## Nelson's stochastic mechanics and passage between inversion wells

### From a diffusion to the Schrödinger equation

Nelson (1966) takes the position of a particle of mass $m$ to be a Markov diffusion with density $\rho$,
$$dx = b\,dt + dw,\qquad \mathrm E[dw_i\,dw_j]=2\nu\,\delta_{ij}\,dt .$$
The same process read backwards in time has a drift $b_*$, which Bayes' rule fixes as $b_*=b-2\nu\nabla\ln\rho$. The mean forward and backward derivatives of a function $f(x,t)$ are
$$Df=(\partial_t+b\cdot\nabla+\nu\nabla^2)f,\qquad D_*f=(\partial_t+b_*\cdot\nabla-\nu\nabla^2)f .$$
Define the current velocity $v=(b+b_*)/2$ and the osmotic velocity $u=(b-b_*)/2=\nu\nabla\ln\rho$. The Fokker-Planck equation $\partial_t\rho=-\nabla\cdot(b\rho)+\nu\nabla^2\rho$ then becomes $\partial_t\rho+\nabla\cdot(\rho v)=0$.

Three postulates follow: $v=\nabla S/m$, $\nu=\hbar/2m$, and the dynamical law $\tfrac12(DD_*+D_*D)x=-\nabla V/m$. Since $Dx=v+u$ and $D_*x=v-u$, the left side is
$$\tfrac12\left[D(v-u)+D_*(v+u)\right]=\partial_t v+(v\cdot\nabla)v-(u\cdot\nabla)u-\nu\nabla^2u .$$
Both velocities are gradients, so $(v\cdot\nabla)v=\nabla(v^2/2)$ and
$$(u\cdot\nabla)u+\nu\nabla^2u=\nabla\left(\tfrac12u^2+\nu\nabla\cdot u\right)=\nabla\left(2\nu^2\,\frac{\nabla^2\sqrt\rho}{\sqrt\rho}\right).$$
One integration, with the function of time absorbed in $S$ and $2m\nu^2=\hbar^2/2m$, gives
$$\partial_tS+\frac{(\nabla S)^2}{2m}+V-\frac{\hbar^2}{2m}\frac{\nabla^2\sqrt\rho}{\sqrt\rho}=0 .$$
This and the continuity equation are the Madelung equations. Where $\rho>0$ they are the real and imaginary parts of $i\hbar\,\partial_t\psi=-(\hbar^2/2m)\nabla^2\psi+V\psi$ for $\psi=\sqrt\rho\,e^{iS/\hbar}$. The equivalence is local. Around a nodal line $S$ may be many-valued, and the condition $\oint\nabla S\cdot dl=2\pi n\hbar$ must be added separately (Wallstrom's objection). A nodeless state in one dimension is free of this difficulty.

### Ground state of a symmetric double well

Let $x$ be the inversion coordinate of a pyramidal molecule XY$_3$, the distance of X from the Y$_3$ plane, with reduced mass $\mu$ and $\nu=\hbar/2\mu$. In the ground state $\psi_0>0$, $v=0$ and $b=u$. The generator of the diffusion is
$$L=\nu\rho^{-1}\partial_x\,\rho\,\partial_x=-\hbar^{-1}\psi_0^{-1}(H-E_0)\,\psi_0 ,$$
so the slowest relaxation rate is $\lambda=\Delta E/\hbar$, with $\Delta E=E_1-E_0$ the inversion splitting and eigenfunction $\phi=\psi_1/\psi_0$.

The mean time $\tau(x)$ to reach $+a$ for the first time obeys $L\tau=-1$, $\tau(a)=0$, with $\rho\tau'\to0$ at $-\infty$. Hence $\nu\rho\tau'=-F$ with $F(y)=\int_{-\infty}^y\rho\,dx$. Symmetry gives $F(y)+F(-y)=1$, and the well-to-well time $T=\tau(-a)$ is
$$T=\frac1\nu\int_{-a}^{a}\frac{F(y)}{\rho(y)}\,dy=\frac1\nu\int_0^a\frac{dy}{\rho(y)} .$$
An exact link to $\Delta E$ follows from $L\phi=-\lambda\phi$, which gives $\nu\rho\phi'=\lambda\int_x^\infty\rho\phi\,dx'$. Normalise $\phi(a)=1$, integrate $\phi'$ from $0$ to $a$ and exchange the integrals:
$$\frac{\lambda T}{2}=\frac1{\langle\phi q\rangle},\qquad q(x)=\frac1{\nu T}\int_0^{\min(x,a)}\frac{dy}{\rho}\quad(x>0),$$
with $q$ continued as an odd function and the average taken over $\rho$. For deep wells $\phi$ and $q$ are both close to $\pm1$ wherever $\rho$ is appreciable, and $T\to2\hbar/\Delta E$.

### A model with an exact ground state

Put $\xi=x/\ell$, $\ell=\sqrt{\hbar/\mu\omega}$, $\alpha=a/\ell$, and take $\psi_0\propto e^{-\xi^2/2}\cosh\alpha\xi$, two Gaussians centred at $\pm a$. It is the exact ground state of
$$\frac{V-E_0}{\hbar\omega}=\tfrac12\left[(|\xi|-\alpha)^2-1\right]+\alpha|\xi|\left(1-\tanh\alpha|\xi|\right).$$
The first term is a double parabola with barrier $V_b=\mu\omega^2a^2/2$, and the second rounds its cusp without changing the value at $x=0$. With $V_b$ and $a$ as inputs,
$$\omega=\frac1a\sqrt{\frac{2V_b}{\mu}},\qquad \alpha^2=\frac{a\sqrt{2\mu V_b}}{\hbar}=\frac{2V_b}{\hbar\omega}.$$
The density per unit $\xi$ is $2e^{-\xi^2}\cosh^2(\alpha\xi)/[\sqrt\pi(1+e^{\alpha^2})]$ and $\nu=\omega\ell^2/2$. With $s=\alpha\xi$,
$$\omega T=\frac{\sqrt\pi}{\alpha}\left(1+e^{\alpha^2}\right)J,\qquad J=\int_0^{\alpha^2}e^{s^2/\alpha^2}\,\mathrm{sech}^2s\,ds\simeq1+\frac{\pi^2}{12\alpha^2},$$
where the last form is the expansion for large $\alpha$.

### Four pyramidal species

The inputs are approximate typical values: $V_b=3.6\times10^{-20}$ J and $a=38$ pm for NH$_3$ and ND$_3$, $V_b=1.3\times10^{-20}$ J and $a=29$ pm for H$_3$O$^+$ and D$_3$O$^+$. The reduced mass is $\mu=3m_YM_X/(3m_Y+M_X)$, the value for a rigid Y$_3$ triangle, with masses 1.008 (H), 2.014 (D), 14.003 (N) and 15.995 (O) in atomic mass units. For NH$_3$ this gives $\nu=1.28\times10^{-8}$ m$^2$ s$^{-1}$. $J$ comes from quadrature, and $\lambda$ from a separate numerical diagonalisation of the model Hamiltonian.

| | $\mu$ / $10^{-27}$ kg | $\omega$ / $10^{14}$ s$^{-1}$ | $\alpha^2$ | $J$ | $\omega T$ | $T$ / ps | $\lambda T/2$ |
|---|---|---|---|---|---|---|---|
| H$_3$O$^+$ | 4.22 | 0.86 | 2.88 | 1.46 | 28.7 | 0.34 | 1.17 |
| D$_3$O$^+$ | 7.28 | 0.65 | 3.78 | 1.38 | 56.6 | 0.87 | 1.09 |
| NH$_3$ | 4.13 | 1.10 | 6.21 | 1.20 | 428 | 3.9 | 1.01 |
| ND$_3$ | 7.01 | 0.84 | 8.09 | 1.14 | 2322 | 28 | 1.00 |

The entries describe the model with these inputs. A change of $a$ by 1 pm shifts $\alpha^2$ of NH$_3$ by 0.16 and multiplies $e^{\alpha^2}$ accordingly, and the one-dimensional path, the constant $\mu$ and the parabolic shape are further idealisations. The times therefore indicate orders of magnitude for the real species.

### Reading the trend

The integral for $T$ weights the places where the density is small, so it is set by $1/\rho(0)\propto1+e^{\alpha^2}$ times the width $\ell/\alpha$ of the density minimum. In a stationary real state there is no current, and the osmotic drift $\nu\,\partial_x\ln\rho$ points away from $x=0$ on both sides. The process crosses only when the noise carries it against this drift, with $-\ln\rho$ in the role that energy over $k_BT$ plays in thermal barrier crossing. The exponent $\alpha^2$ is the barrier action $\int_{-a}^{a}\mu\omega\,(a-|x|)\,dx/\hbar$ of the double parabola. It is linear in $a$ and goes as $\sqrt{\mu V_b}$. NH$_3$ and H$_3$O$^+$ have nearly the same mass, and their different times come from barrier and geometry: $V_b/\hbar\omega=\alpha^2/2$ is 3.1 in the first and 1.4 in the second, against a zero-point energy of one half.

Deuteration leaves $V_b$ and $a$ unchanged and multiplies $\alpha^2$ by $\sqrt{\mu_D/\mu_H}$, which is 1.30 for ammonia and 1.31 for the oxonium ion. The factors are almost equal, but they act on different exponents, so $e^{\alpha^2}$ grows by 6.6 and 2.5. The prefactor $1/\omega\alpha\propto\mu^{1/4}$ adds 1.14 for ammonia and the fall of $J$ takes back part of it. The full ratios $T_D/T_H$ are 7.1 and 2.6.

The rounding term depends on mass through $\ell$, which a Born-Oppenheimer potential does not, so its size matters here. Its maximum is $0.28\,\hbar\omega$ and its integral over $\xi$ is $\hbar\omega\,\pi^2/12\alpha$. In the barrier $\psi_0\propto\cosh\alpha\xi$ and $\psi_1\propto\sinh\alpha\xi$ with a common amplitude, so $\psi_1^2-\psi_0^2\approx-\rho(0)\approx-2e^{-\alpha^2}/\sqrt\pi$. First-order perturbation theory then lowers the leading splitting $2\hbar\omega\,\alpha e^{-\alpha^2}/\sqrt\pi$ by the fraction $\pi^2/12\alpha^2$, the same term that appears in $J$. It is 0.13 for NH$_3$ and 0.10 for ND$_3$, so it alters the ammonia isotope ratio by a few per cent only.

The last column tests the two-state picture. Write $\omega T/2-\omega/\lambda=\delta$. Down the table $\delta$ is 2.1, 2.4, 3.0 and 3.3. It stems from the flanks of the wells, where $\phi q$ falls short of one and the drift is the linear relaxation $-\omega(x-a)$. That drift needs a time of order $\omega^{-1}\ln\alpha$ to bring the particle from the barrier region into the well. Thus $\delta$ grows slowly while $\omega T$ grows exponentially, and $\lambda T/2=(1-2\delta/\omega T)^{-1}$ tends to one. For ammonia the process is a two-state jump process with rate $1/T$ each way. For H$_3$O$^+$ the separation of time scales is incomplete and $2\hbar/T$ underestimates the splitting of the model.

### What the passage time means

$T$ belongs to the sample paths of a stationary state, whose density never changes. A packet $(\psi_0-\psi_1)/\sqrt2$ started in one well is a different, time-dependent state, and it reaches the other well coherently after $\pi\hbar/\Delta E$. For deep wells the ratio of $T$ to this time is $2/\pi=0.64$. The path correlation $\mathrm E[x(t)x(0)]=\sum_n|x_{0n}|^2e^{-(E_n-E_0)|t|/\hbar}$ decays, whereas the quantum correlation $\langle\psi_0|\hat x(t)\hat x(0)|\psi_0\rangle$ carries phases $e^{-i(E_n-E_0)t/\hbar}$. In the odd state $\psi_1$ the density vanishes as $x^2$ at the planar geometry, the drift $2\nu/x$ repels, $\int dy/\rho$ diverges and no path crosses, although the two levels differ only by $\Delta E$. A position measurement replaces the wave function and with it the drift, so $T$ is not a waiting time between observed inversions. Its testable content is the relation to the splitting.